\section*{Glansdorff--Prigogine evolution criterion and excess entropy production, with hydrogen in a palladium foil}

A membrane held between two reservoirs relaxes to a steady state that produces entropy. The theorem of minimum entropy production describes this relaxation only when the transport coefficients are constant. Two weaker statements, collected in the 1971 monograph of Glansdorff and Prigogine, survive for nonlinear laws. One is an inequality obeyed during any evolution, the other a sufficient test for stability. This page derives both and applies them to hydrogen permeation.

\subsection*{Premises and conventions}

The body occupies a fixed region $V$ with outward normal $\mathbf n$. Positions label sites of the host lattice. A dot means $\partial_t$. The local state is given by densities $a_i$, for example internal energy $e$ (J\,m$^{-3}$) and hydrogen concentration $c$ (mol H per m$^3$).

\begin{itemize}
\item[P1] Local equilibrium. The entropy density is the equilibrium function $s(a)$, with conjugates $F_i=\partial s/\partial a_i$, so $F_e=1/T$ and $F_c=-\mu/T$.
\item[P2] Mechanical equilibrium. There is no convection, viscous or plastic flow, and mechanical work does not enter the balances. Elastic self-stress is added in the section on validity.
\item[P3] Balance laws, with fluxes $\mathbf J_i$, reaction rates $v_\rho$ (such as exchange between interstitial sites and traps) and stoichiometric numbers $\nu_{i\rho}$:
\begin{equation}
\dot a_i=-\nabla\cdot\mathbf J_i+\sum_\rho\nu_{i\rho}v_\rho .\tag{1}
\end{equation}
\item[P4] Local stability. The Hessian $s_{ij}=\partial^2s/\partial a_i\partial a_j$ is negative definite at every state visited.
\item[P5] Time-independent boundary conditions. For each $i$ and each boundary point, either $F_i$ is held fixed in time or $\mathbf n\cdot\mathbf J_i=0$.
\end{itemize}
No relation between fluxes and forces is assumed.

\subsection*{Entropy production}

By P1 and (1), $\dot s=\sum_iF_i\dot a_i=-\nabla\cdot\sum_iF_i\mathbf J_i+\sigma$, where the identity $F\nabla\cdot\mathbf J=\nabla\cdot(F\mathbf J)-\mathbf J\cdot\nabla F$ gives
\begin{equation}
\sigma=\sum_i\mathbf J_i\cdot\mathbf X_i+\sum_\rho v_\rho Y_\rho,\qquad \mathbf X_i=\nabla F_i,\qquad Y_\rho=\sum_i\nu_{i\rho}F_i .\tag{2}
\end{equation}
$Y_\rho$ is the affinity divided by $T$. Let $k$ run over both kinds of process and write $P=\int_V\sum_kJ_kX_k\,dV$. The product rule splits its rate of change:
\begin{equation}
\frac{dP}{dt}=\frac{d_XP}{dt}+\frac{d_JP}{dt},\quad \frac{d_XP}{dt}=\int\sum_kJ_k\dot X_k\,dV,\quad\frac{d_JP}{dt}=\int\sum_kX_k\dot J_k\,dV .\tag{3}
\end{equation}
The split depends on the choice of forces. Everything below refers to the forces of (2), which are linear in the $F_i$ with constant coefficients.

\subsection*{The evolution criterion}

Since $\partial_t$ commutes with $\nabla$ and the $\nu_{i\rho}$ are constants, $\dot{\mathbf X}_i=\nabla\dot F_i$ and $\dot Y_\rho=\sum_i\nu_{i\rho}\dot F_i$. Integrate the transport part by parts:
\begin{equation}
\frac{d_XP}{dt}=\oint\sum_i\dot F_i\,\mathbf n\cdot\mathbf J_i\,dA+\int\sum_i\dot F_i\Big[-\nabla\cdot\mathbf J_i+\sum_\rho\nu_{i\rho}v_\rho\Big]dV .\tag{4}
\end{equation}
The surface integral vanishes by P5. The bracket is $\dot a_i$ by (1). The chain rule gives $\dot F_i=\sum_js_{ij}\dot a_j$, and P4 fixes the sign:
\begin{equation}
\frac{d_XP}{dt}=\int\sum_{ij}s_{ij}\,\dot a_i\dot a_j\,dV\le0 .\tag{5}
\end{equation}
Equality holds only if every $\dot a_i$ vanishes everywhere, that is, in a steady state. The fluxes dropped out through the balance law, so (5) holds for any nonlinear constitutive law.

For heat conduction in a rigid solid $de=\rho c_V\,dT$, with mass density $\rho$ and specific heat $c_V$, and $\partial_t(1/T)=-\dot T/T^2$. Hence
\begin{equation}
\frac{d_XP}{dt}=-\int\rho c_V\frac{\dot T^2}{T^2}\,dV .\tag{6}
\end{equation}
For diffusion at uniform, constant $T$ the thermal force and $\dot F_e$ vanish, $\dot F_c=-\mu_c\dot c/T$ with $\mu_c=(\partial\mu/\partial c)_T$, and
\begin{equation}
\frac{d_XP}{dt}=-\frac1T\int\mu_c\,\dot c^{\,2}\,dV .\tag{7}
\end{equation}

The other half has no fixed sign. Write $J_k=\sum_lL_{kl}X_l$ with symmetric, state-dependent $L$. Then $\sum_kX_k\dot J_k=\sum_{kl}X_kL_{kl}\dot X_l+\sum_{kl}\dot L_{kl}X_kX_l$, and symmetry turns the first sum into $\sum_lJ_l\dot X_l$:
\begin{equation}
\frac{dP}{dt}=2\,\frac{d_XP}{dt}+\int\sum_{kl}\dot L_{kl}X_kX_l\,dV .\tag{8}
\end{equation}
Constant $L$ gives $dP/dt\le0$, the minimum-production theorem. Otherwise the last term is of first order in the distance from the steady state and the first term of second order, so $P$ may rise. Also, $d_XP$ is in general not the differential of a state functional. Inequality (5) therefore supplies no potential and does not prove that a steady state is reached.

\subsection*{Excess entropy production}

Let $a^{\rm s}(\mathbf r)$ be a steady state and let $\Delta$ denote a finite deviation from it. Define
\begin{equation}
\Lambda=\int\Big[s(a)-s(a^{\rm s})-\sum_iF_i^{\rm s}\Delta a_i\Big]dV .\tag{9}
\end{equation}
If $s$ is strictly concave on the segments joining $a$ to $a^{\rm s}$, it lies below its tangent plane, so $\Lambda\le0$ with equality only at $a=a^{\rm s}$. Because $a^{\rm s}$ is constant in time, $\dot\Lambda=\int\sum_i\Delta F_i\,\dot a_i\,dV$. Subtracting the steady form of (1) from (1) gives $\dot a_i=-\nabla\cdot\Delta\mathbf J_i+\sum_\rho\nu_{i\rho}\Delta v_\rho$. Integration by parts leaves the surface term $-\oint\sum_i\Delta F_i\,\mathbf n\cdot\Delta\mathbf J_i\,dA$, which is zero where $F_i$ or the normal flux is prescribed. Here the prescribed flux need not be zero. Thus, exactly,
\begin{equation}
\frac{d\Lambda}{dt}=\int\sum_k\Delta J_k\,\Delta X_k\,dV .\tag{10}
\end{equation}
For small deviations $\delta a$ the Taylor expansion of (9) starts at second order, $\Lambda=\tfrac12\delta^2S$ with $\delta^2S=\int\sum_{ij}s_{ij}^{\rm s}\delta a_i\delta a_j\,dV$, and
\begin{equation}
\frac{d}{dt}\,\tfrac12\delta^2S=\int\sum_k\delta J_k\,\delta X_k\,dV\equiv\mathcal E ,\tag{11}
\end{equation}
with $\delta J_k$ and $\delta X_k$ linearised about the steady state. $\mathcal E$ is the excess entropy production. It differs from the change of $P$, which contains first-order terms.

If $\mathcal E\ge0$ for every admissible perturbation, the positive definite quantity $N=-\tfrac12\delta^2S$ never grows. It is a Lyapunov function, and the steady state is linearly stable in this weighted mean-square norm. If moreover $\mathcal E\ge2\lambda N$ with $\lambda>0$, then $\dot N\le-2\lambda N$ and amplitudes decay at least as $e^{-\lambda t}$. The converse fails. A negative $\mathcal E$ for some perturbation shows only that $N$ grows for a while. A linear instability does require $\mathcal E<0$ for some perturbation. For a linearisation about equilibrium, where $X_k^{\rm s}=0$, $\mathcal E=\int\sum L_{kl}\delta X_k\delta X_l\,dV\ge0$ by the second law.

\subsection*{One diffusing species in a foil}

Take $0\le x\le\ell$, quantities per unit area, fixed $\mu$ at both faces, and $J=-M(c)\,\partial_x\mu=-D(c)\,\partial_xc$ with mobility $M>0$ and $D=M\mu_c$. The Kirchhoff variable $U(c)=\int_0^cD\,dc'$ gives $J=-\partial_xU$, so $U$ is linear in $x$ in the steady state. With $\psi=\delta\mu=\mu_c\delta c$ one has $\delta U=D\,\delta c=M\psi$, where $M=M(c^{\rm s}(x))$. Then $\delta J=-(M\psi)'$ and $\delta X=-\psi'/T$, the prime denoting $d/dx$. Put $\phi=\sqrt M\psi$ and $g=M'/2M$. Since $(\sqrt M\phi)'=\sqrt M(\phi'+g\phi)$ and $(\phi/\sqrt M)'=(\phi'-g\phi)/\sqrt M$,
\begin{equation}
T\mathcal E=\int_0^\ell(M\psi)'\psi'\,dx=\int_0^\ell\big(\phi'^2-g^2\phi^2\big)dx,\qquad TN=\int_0^\ell\frac{\phi^2}{2D}\,dx .\tag{12}
\end{equation}
The second form follows from $\mu_c\delta c^2=\psi^2/\mu_c=\phi^2/D$. A function vanishing at both ends obeys $\int\phi'^2dx\ge(\pi/\ell)^2\int\phi^2dx$, as its sine series shows. With $\gamma=\ell\max|g|$,
\begin{equation}
\gamma<\pi\ \Rightarrow\ \mathcal E\ge2\lambda N,\qquad\lambda=D_{\min}\,(\pi^2-\gamma^2)/\ell^2 .\tag{13}
\end{equation}

The same geometry shows that the test is not necessary. For the law $M=1/(B-\kappa\mu)$, with constants such that $M>0$, one finds $d\ln M=\kappa M\,d\mu=\kappa\,dU$, so $g$ is constant in the steady state. The choice $\phi=\sin(\pi x/\ell)$ gives $T\mathcal E=(\pi^2-g^2\ell^2)/2\ell$, negative once the mobilities at the faces differ by more than a factor $e^{2\pi}\approx535$. Yet the linearised equation $\partial_t\delta c=\delta U''$ gives, for any law with $D>0$,
\begin{equation}
\frac{d}{dt}\int_0^\ell\frac{\delta U^2}{2D}\,dx=\int_0^\ell\delta U\,\delta U''dx=-\int_0^\ell\delta U'^2dx ,\tag{14}
\end{equation}
so the steady state is stable, with amplitude decay rate at least $\pi^2D_{\min}/\ell^2$. A differently weighted norm succeeds where $\delta^2S$ fails.

\subsection*{Model for hydrogen in palladium}

Hydrogen atoms on interstitial sites attract each other effectively. A mean-field lattice gas with $n_{\rm s}$ available sites per volume and occupancy $\theta=c/n_{\rm s}$ has
\begin{equation}
\frac{\mu-\mu^\circ}{RT}=\hat\mu=\ln\frac\theta{1-\theta}-w\theta,\qquad M=\frac{n_{\rm s}D_0}{RT}\,m,\qquad m=\theta(1-\theta).\tag{15}
\end{equation}
The mobility assumes jumps to empty sites at a rate independent of loading, and $D_0$ is the dilute diffusivity. Differentiation gives $d\hat\mu/d\theta=\hat D/m$ with the thermodynamic factor $\hat D=1-wm$, so $D=D_0\hat D$. P4 demands $\hat D>0$. Since $m\le1/4$, the critical point lies at $\theta=1/2$, $w=4$, and a temperature-independent attraction gives $w=4T_{\rm c}/T$.

In reduced variables $\xi=x/\ell$, $\tau=tD_0/\ell^2$ and $u=U/n_{\rm s}D_0=\theta-w\theta^2/2+w\theta^3/3$, the balance is $\theta_\tau=u_{\xi\xi}$, and $\hat\mu_\xi=u_\xi/m$. With $P_0=n_{\rm s}RD_0/\ell$, equations (2), (7) and (8) become
\begin{equation}
\frac P{P_0}=\int_0^1\frac{u_\xi^2}m\,d\xi,\qquad\frac1{P_0}\frac{d_XP}{d\tau}=-\int_0^1\frac{\hat D}m\,u_{\xi\xi}^2\,d\xi,\tag{16}
\end{equation}
\begin{equation}
\frac1{P_0}\frac{dP}{d\tau}=\frac2{P_0}\frac{d_XP}{d\tau}+\int_0^1\frac{1-2\theta}{m^2}\,u_\xi^2\,u_{\xi\xi}\,d\xi .\tag{17}
\end{equation}
The last integrand is $\dot LX^2$, with $L\propto m$ and $m_\tau=(1-2\theta)\theta_\tau$. For $w<4$ the cubic $u(\theta)$ is monotonic. With $\epsilon=1-w/4$ and $y=\theta-1/2$ it reads $u=\tfrac12-\tfrac w{12}+\epsilon y+\tfrac w3y^3$, which is inverted pointwise.

\subsection*{Range of validity}

\emph{Local stability.} Below $T_{\rm c}$ the model has $\hat D<0$ inside the spinodal, and palladium splits into a dilute and a hydride phase. P4 fails there, and with it the signs of (5) and of $\delta^2S$.

\emph{Faces.} Fixed $\mu=\tfrac12\mu_{\rm H_2}$ needs fast dissociation. Slow surface kinetics does no harm if it is counted in $P$ and the adsorbed layer stores negligible hydrogen. At $x=0$ the surface force is $F_c(0)-F_c^{\rm gas}$, and at fixed gas pressure its contribution $J\dot F_c(0)$ cancels the boundary term $-J\dot F_c(0)$ of (4). A ramped pressure, or a fixed nonzero flux, leaves that term and voids (5).

\emph{Isothermal reduction.} The typical thermal diffusivity of palladium, about $2.5\times10^{-5}$ m$^2$\,s$^{-1}$, exceeds the hydrogen diffusivity thousands of times, so temperature equalises first.

\emph{Self-stress.} Hydrogen dilates the lattice by a linear strain $V_{\rm H}c/3$, where $V_{\rm H}$ is its partial molar volume. In elastic equilibrium under fixed displacements or fixed loads, the elastic energy is minimised over displacements at each instant. The energy is a convex quadratic form in displacement and $c$ together, so its minimum $\mathcal F_{\rm el}[c]$ is convex in $c$, though nonlocal in general. Then $\mu$ gains $\delta\mathcal F_{\rm el}/\delta c$, and (7) gains $-1/T$ times the non-negative Hessian form of $\mathcal F_{\rm el}$ evaluated on $\dot c$. The inequality is strengthened. For a coherent foil with clamped in-plane dimensions the term is local. The energy density is $Y(V_{\rm H}c/3)^2$, with $Y$ the biaxial modulus, so
\begin{equation}
w\to w-\Delta w,\qquad\Delta w=\frac{2YV_{\rm H}^2n_{\rm s}}{9RT}.\tag{18}
\end{equation}
Minimising the cubic strain energy over the normal strain gives, with $K=C_{11}+2C_{12}$, $Y_{100}=K(C_{11}-C_{12})/C_{11}$ and $Y_{111}=6C_{44}K/(K+4C_{44})$ for the two foil normals. Plastic flow is a further dissipative process, outside P2.

\emph{Amplitude and noise.} Equations (5) and (10) are exact for finite deviations, while (11) to (14) are linearised. All statements concern mean fields with fluctuations neglected, which fails close to the critical point.

\subsection*{Numerical illustration}

Typical inputs for Pd and Pd--H: lattice constant $0.389$ nm, $T_{\rm c}\approx566$ K, critical loading H/Pd $\approx0.25$, $D_0\approx3.4\times10^{-9}$ m$^2$\,s$^{-1}$ at 600 K, $V_{\rm H}\approx1.7\times10^{-6}$ m$^3$\,mol$^{-1}$. The number of sites per Pd atom, $0.5$, and $w$ are chosen to reproduce this critical point, so the model should not be used in the hydride range. Assumed conditions: $T=600$ K, $\ell=50$ $\mu$m, $\theta(0)=0.30$, $\theta(1)=0.05$, and a stress-free foil. All results are the model's.

With four Pd atoms per cell, $n_{\rm s}=5.64\times10^4$ mol\,m$^{-3}$, and $w=3.77$. These rounded values are used below. The scales are $\ell^2/D_0=0.74$ s and $P_0=31.9$ W\,m$^{-2}$K$^{-1}$. The thermodynamic factor is $0.208$ upstream and $0.821$ downstream, so Fick's law is far from linear.

\emph{Steady state.} The face values $u=0.1643$ and $0.0454$ give a drop $u_{01}=u(0)-u(1)=0.1188$, computed before rounding. The flux is $n_{\rm s}D_0u_{01}/\ell=0.46$ mol H\,m$^{-2}$s$^{-1}$, or $0.23$ mol H$_2$\,m$^{-2}$s$^{-1}$. The drop of $\hat\mu$ is $1.155$. Twice this drop is the logarithm of the ideal-gas pressure ratio, which is $10.1$. Typical isotherms put the upstream loading at a few MPa. The steady production is $P/P_0=0.137$, the product of the two drops.

\emph{Evolution.} Consider the slightly underloaded foil $u=u(0)-u_{01}\xi-0.005\sin\pi\xi$. It keeps the face values, and $\theta_\tau=u_{\xi\xi}$ vanishes at the faces as P5 requires. Quadrature of (16) gives $P/P_0=0.133$, \emph{below} the steady value. Multiplying the reduced rates by $P_0D_0/\ell^2=43.4$ W\,m$^{-2}$K$^{-1}$s$^{-1}$ gives, in that unit,
\begin{equation}
\frac{d_XP}{dt}=-0.295,\qquad\int\dot LX^2dx=+1.37,\qquad\frac{dP}{dt}=+0.78 .\tag{19}
\end{equation}
The criterion (5) holds while the entropy production rises, because filling the foil raises its mobility. The steady state is not a minimum of $P$. Third figures serve only to follow the arithmetic.

\emph{Stability.} On the steady profile $\theta_\xi=-u_{01}/\hat D$, so $\ell|g|=u_{01}(1-2\theta)/(2\hat Dm)$. Over $0.05\le\theta\le0.30$ this is largest at the downstream face, $\gamma=1.37<\pi$. The excess production is positive for every perturbation and retains at least the fraction $1-\gamma^2/\pi^2=0.81$ of the gradient term in (12). Equation (13) bounds the decay time of the amplitude by $1/\lambda=0.44$ s, and (14) tightens the bound to $0.36$ s.

\emph{Size of neglected terms.} The compiled linear expansion coefficient $11.8\times10^{-6}$ K$^{-1}$ (Kaye and Laby Online, 293 K), extended to 600 K, changes the volume by $1.1$ per cent, and hydrogen adds $V_{\rm H}c=2.9$ per cent upstream. These shift the scales slightly. Self-stress matters more. The compiled room-temperature constants $C_{11}=227.1$, $C_{12}=176.04$ and $C_{44}=71.73$ GPa (Blaschke), used without correction for temperature or loading, give $Y_{100}=130$ GPa and $Y_{111}=288$ GPa. Equation (18) yields $\Delta w=0.9$ and $2.1$, to be set against $w=3.77$. At the same loading the upstream thermodynamic factor would rise from $0.208$ to $0.41$ or $0.65$. The coherent stress difference between the faces, $Y_{100}V_{\rm H}n_{\rm s}[\theta(0)-\theta(1)]/3=1.0$ GPa, lies far above the typical yield stress of annealed palladium, some tens of MPa, so a clamped foil would yield. A free foil relieves the uniform and linear parts of the misfit by expanding and bending, and only the curvature of $c(x)$ leaves stress. The magnitudes in (19) thus belong to the fully relaxed limit and can shift by factors of order two with the mounting, whereas the sign of $d_XP/dt$ is the same in every elastic case.